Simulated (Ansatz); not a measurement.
# W: energy less free atoms and pressure against volume per atom

Periodic Kohn-Sham DFT of a crystal at fixed atoms; pressure and stress are positive in compression; the energy is the free energy less that of spherical unpolarised free atoms; site moments are those in the method's own spheres, positive along +z. The results are calculated, by Ansatz 0.2.0.

Cell of the first row (space group Fm-3m, No. 225):
```
CELL_PARAMETERS angstrom
0.00000 1.98860 1.98860
1.98860 0.00000 1.98860
1.98860 1.98860 0.00000
ATOMIC_POSITIONS crystal
W 0.00000 0.00000 0.00000
```

Settings of every row: method all-electron LAPW; functional LDA; relativity scalar; k mesh 14x14x14; filling fermi-dirac; smearing width 0.05 eV; basis error target 0.25 meV/atom; nucleus gaussian.

Atom start moment: 0 on all atoms.

Limits: no spin-orbit coupling on heavy atoms.

| row | volume per atom (Å³) | energy less free atoms (eV/atom) | pressure (GPa) |
| --- | --- | --- | --- |
| 1 | 15.727 | -12.1519 | -0.814 |
| 2 | 15.894 | -12.1494 | -4.006 |
| 3 | 16.062 | -12.1436 | -7.038 |
| 4 | 16.396 | -12.1229 | -12.644 |
| 5 | 16.564 | ? | ? |
| 6 | 16.731 | -12.0911 | -17.68 |
| 7 | 16.898 | -12.0715 | -20 |
| 8 | 17.065 | -12.0494 | -22.196 |
| 9 | 17.4 | -11.9988 | -26.239 |
| 10 | 17.567 | -11.9704 | -28.097 |
| 11 | 17.735 | -11.9401 | -29.853 |

Question: what energy less free atoms and pressure should row 5 give?

Worked fit of energy less free atoms. Take u = (V_r/V)^(2/3) − 1 with V_r = 16.815 Å³ an atom, which is twice the finite (Eulerian) strain; such expansions in the strain, on which the Birch-Murnaghan equation of state is built, carry the rest volume and the bulk modulus. The shown rows have u = 0.0456, 0.03827, 0.03101, 0.01696, 0.00334, -0.00328, -0.00979, -0.02254, -0.02875, -0.03489. Least squares give energy less free atoms = −12.08153 − 2.967 × u + 31.199 × u² eV/atom; a straight line predicts inner rows, each left out in turn, worse (root mean square 0.018 against 5.8e-05 eV/atom). The rows lie off it by 0.0001, 0.0000, -0.0001, 0.0000, 0.0000, 0.0000, 0.0001, 0.0000, 0.0000, -0.0001. The withheld row has u = 0.01008, so the fit gives −12.08153 − 2.967 × (0.01008) + 31.199 × (0.01008)² = -12.1083 eV/atom.

The calculation gave -12.1083 eV/atom. The fit meets it to the printed digit.

Worked fit of pressure. Take u = (V_r/V)^(2/3) − 1 with V_r = 16.815 Å³ an atom, which is twice the finite (Eulerian) strain; such expansions in the strain, on which the Birch-Murnaghan equation of state is built, carry the rest volume and the bulk modulus. The shown rows have u = 0.0456, 0.03827, 0.03101, 0.01696, 0.00334, -0.00328, -0.00979, -0.02254, -0.02875, -0.03489. Least squares give pressure = −18.8634 + 349.987 × u + 1003.88 × u² GPa; a straight line predicts inner rows, each left out in turn, worse (root mean square 0.57 against 0.0057 GPa). The rows lie off it by 0.003, -0.007, 0.007, -0.005, 0.003, 0.001, -0.002, 0.003, -0.001, -0.001 (root mean square 0.004 GPa). The withheld row has u = 0.01008, so the fit gives −18.8634 + 349.987 × (0.01008) + 1003.88 × (0.01008)² = -15.234 GPa.

The calculation gave -15.23 GPa. The fit lies 0.004 GPa (0.014 % of the column's range) below it; its largest miss of a shown row is 0.007 GPa.
